## A late barrier at first sight

Read naively, the map tells a simple story. Flat CO comes down to the tungsten surface, slips over a low lip into a pocket at bond 1.309 Å and height 1.76 Å, and then has to climb about 1.1 eV before C and O part. The summit lies at a bond of 2.239 Å, about twice the length of the bond in the free molecule. That would be a late barrier, one that is met only when the bond is already broken.

Ansatz 0.2.0, scalar-relativistic PBE, PAW, 420 eV plane-wave cutoff, 5×5×1 k mesh, 0.1 eV Gaussian smearing, dipole correction along z, no spin polarisation or dispersion correction. CO lies flat over a hollow site of a rigid three-layer W(110) slab (2×2 cell), its axis along the first surface vector; no atoms are relaxed. Energies are free energies at this smearing, per cell.

```csv
place bond (Å),place height (Å),energy over the lowest point of the map (eV)
1.040,1.440,4.083
1.040,1.760,2.276
1.040,2.080,1.632
1.040,2.600,1.107
1.040,3.000,0.841
1.040,3.600,0.660
1.140,1.440,2.303
1.140,1.760,0.817
1.140,2.080,0.504
1.140,2.600,0.309
1.140,3.000,0.141
1.140,3.600,0.000
1.309,1.440,1.431
1.309,1.760,0.359
1.309,2.080,0.604
1.309,2.600,1.060
1.309,3.000,1.135
1.309,3.600,1.120
1.571,1.760,0.918
1.571,2.080,1.903
1.571,2.600,3.373
1.571,3.000,3.904
1.571,3.600,4.187
1.885,1.760,1.419
1.885,2.080,3.012
2.239,1.760,1.428
2.625,1.760,1.220
3.040,1.760,1.130
```

The place bond is the C–O distance. The place height is the height of the molecular axis above the top layer of W atoms. The lip and the summit both depend on where the points of the map happen to lie, and the numbers themselves give this away.

## Three magnitudes to keep in mind

A C–O bond that is 0.1 Å too short costs more than half an eV. Lifting a broken C–O pair by another 0.1 Å from height 1.76 Å costs about as much. The thin slab and the coarse k mesh limit the energies to an accuracy of some 0.05 to 0.1 eV. Two further limits come on top: the metal is held rigid, which overstates barriers, and spin polarisation is left out, so that a magnetic state may lie lower in any row. Misplacing a point by a tenth of an ångström can therefore do far more harm than the slab does.

## Two limits and a curved valley

Far from the surface, CO is nearly a free molecule, and its energy depends mainly on the bond length. At height 3.60 Å, stretching the bond from 1.14 to 1.309 Å costs 1.12 eV. Close to the surface the preference is reversed: at height 1.76 Å the same stretch lowers the energy from 0.817 to 0.359 eV.

The usual explanation is back-donation. Electrons of the metal enter the empty 2π* orbital of CO, which is antibonding between C and O, so that the bond weakens and lengthens. The energies show the lengthening but do not test the orbital picture. The work function from the same calculations fits a transfer of electrons to the molecule: on this stretch it rises from 4.66 to 5.32 eV at height 1.76 Å, but only from 4.73 to 4.99 eV at 3.60 Å.

Between these limits the best bond length shifts gradually with height. The low-energy valley is thus curved in the plane of bond and height, while the points of the map lie on straight lines. Where the valley runs between two lines, the map sees only its walls.

## The false lip

The place where this happens can be found from the table alone. At height 2.08 Å, bonds of 1.14 and 1.309 Å have almost the same energy, 0.504 and 0.604 eV. Two nearly equal neighbours on either side of a stiff bond's best length mean that the valley floor lies between them, and lower.

The slopes of the energy, which the same calculations provide, confirm this. At the shorter bond the slope along the bond is −4.93 eV/Å, so the bond wants to lengthen. At the longer one it is +4.02 eV/Å, so it wants to shorten. A cubic curve that matches both energies and both slopes has a simple value halfway: the mean energy plus one eighth of the spacing times the difference of the slopes.

- Mean energy: (0.504 + 0.604)/2 = 0.554 eV
- Correction: (0.169 Å/8) × (−4.93 − 4.02) eV/Å = −0.189 eV
- Halfway energy: 0.554 − 0.189 = 0.365 eV

On the grid, leaving the pocket means passing the point at 0.504 eV, a lip of 0.145 eV. The halfway point lies almost level with the pocket. Most of the lip is therefore the price of forcing the molecule to jump from one listed bond length to the next.

No constant was fitted here, so the rule can be tested on a computed point that it has not used. Predicted from its neighbours at 1.04 and 1.309 Å, the energy at bond 1.14 Å and height 2.08 Å comes out 0.05 eV too low. The error of such a cubic grows roughly as the fourth power of the spacing. For the narrower interval of the worked estimate, that leaves an error of about 0.01 eV.

A small ridge may survive. The same rule can be applied along two straight legs, from the pocket to the halfway point and on to bond 1.14 Å at height 2.60 Å. The middle of the second leg then lies about 0.03 eV above the middle of the first. These midpoints are neither the bottom of the pocket nor the top of the ridge, so the ridge along the valley floor is expected to be somewhat higher. The slopes along the height point to a shallow true minimum on this map: the slope is negative at the pocket, positive near the halfway point, and negative again at bond 1.14 Å and height 2.60 Å. A ridge of some hundredths of an eV is no larger than the accuracy of the map, so it remains open whether the pocket survives on a thicker, relaxed slab.

## The unreliable summit

The second failure has the same origin, but now the height is at fault. From bond 2.239 Å onwards, all points lie at height 1.76 Å. This height suits the pocket, where the slope along the height is only −0.26 eV/Å. At the summit it is +5.1 eV/Å, which means that the energy falls steeply as the pair sinks towards the metal. Even on this cut, the true top lies between two listed points: the energy still rises with the bond at 1.885 Å and already falls at 2.239 Å.

The apparent climb thus compares a nearly balanced configuration with a strongly strained one. If the slope at bond 2.239 Å stayed constant, a small descent would cancel the climb to this point:

(1.428 − 0.359) eV / 5.15 eV/Å ≈ 0.21 Å

The neighbouring point at bond 1.885 Å lies almost as high but has a gentler slope, 3.36 eV/Å, so that it would need about 0.32 Å. A straight line is much too generous, because the slope shrinks as the pair sinks. At bond 1.885 Å, where two heights were computed, the slope at 2.08 Å overestimates the energy drop down to 1.76 Å by only 14%, but over that step it falls from 5.67 to 3.36 eV/Å, by 7.2 eV/Å per Å. Even if it kept falling at just that rate, it would vanish after a gain of 3.36²/(2 × 7.2) ≈ 0.8 eV, short of the 1.06 eV by which this point lies above the pocket. Repulsion stiffens the curve further down: at bond 1.309 Å, the slope changes by 1.5 eV/Å between 2.08 and 1.76 Å but by 7.9 eV/Å between 1.76 and 1.44 Å, where the energy has risen to 1.431 eV. The two descents therefore show only that the height and position of the summit are unreliable. A good part of the climb is expected to survive at shorter bonds.

## Why stretched CO wants to sink

The limit of a broken bond explains the sign of the slope. An intact CO molecule uses most of its bonding power internally, and pushed close to the metal it is repelled. Once the C–O bond is broken, C and O are open-shell atoms that form strong bonds with tungsten instead, and they prefer to sit lower.

The geometry of the longest bond fits this picture. C and O each have one close W neighbour, at about 2.0 Å. A C or O atom held by a single W atom usually forms a short multiple bond; for W–O, roughly 1.7 Å is typical. If that carries over to the surface, both atoms are too far from their only close partner, and the map lets them neither sink nor slide sideways to a site with more neighbours.

The slope along the height at 1.76 Å follows this change from molecule to atoms. It is −2.0 eV/Å at bond 1.14 Å, passes through zero just beyond the pocket and reaches about +6 eV/Å at the two longest bonds. Letting the height adjust should therefore lower the far end of the profile most. A barrier that looks late on a cut at fixed height will then tend to become lower and to move to shorter bonds. How far it moves is a matter for points at lower heights.

## The two ends of the path

The starting point is not a free molecule. The zero of energy lies at the outermost height, where the energy still falls outwards by 0.12 eV/Å. It belongs to CO held flat, whereas CO normally binds to metals upright, through its carbon atom. The positive energies of the map therefore do not mean that tungsten fails to bind CO.

The end point is not a pair of separated atoms. The cell repeats every 5.514 Å along the bond, so at a bond of 3.04 Å the oxygen lies 5.514 − 3.04 ≈ 2.47 Å from the carbon of the next cell. It is closer to that atom than to its own partner. The 1.130 eV of this row is thus no reaction energy, quite apart from the height at which the atoms are held.

## Reading a similar map

For any molecule that breaks over a metal, the same check applies. Take a feature of the energy along one coordinate and look at the slope along the other. If that slope, multiplied by a shift of one or two tenths of an ångström, is about as large as the feature, the cut alone cannot be trusted. Only points along the other coordinate can show how much of the feature remains. Here the lip fails this check through the bond length, and the summit fails it through the height.

A kinetic model that took 1.1 eV from this map as the barrier for splitting CO would rest on a height at which the atoms would not stay.
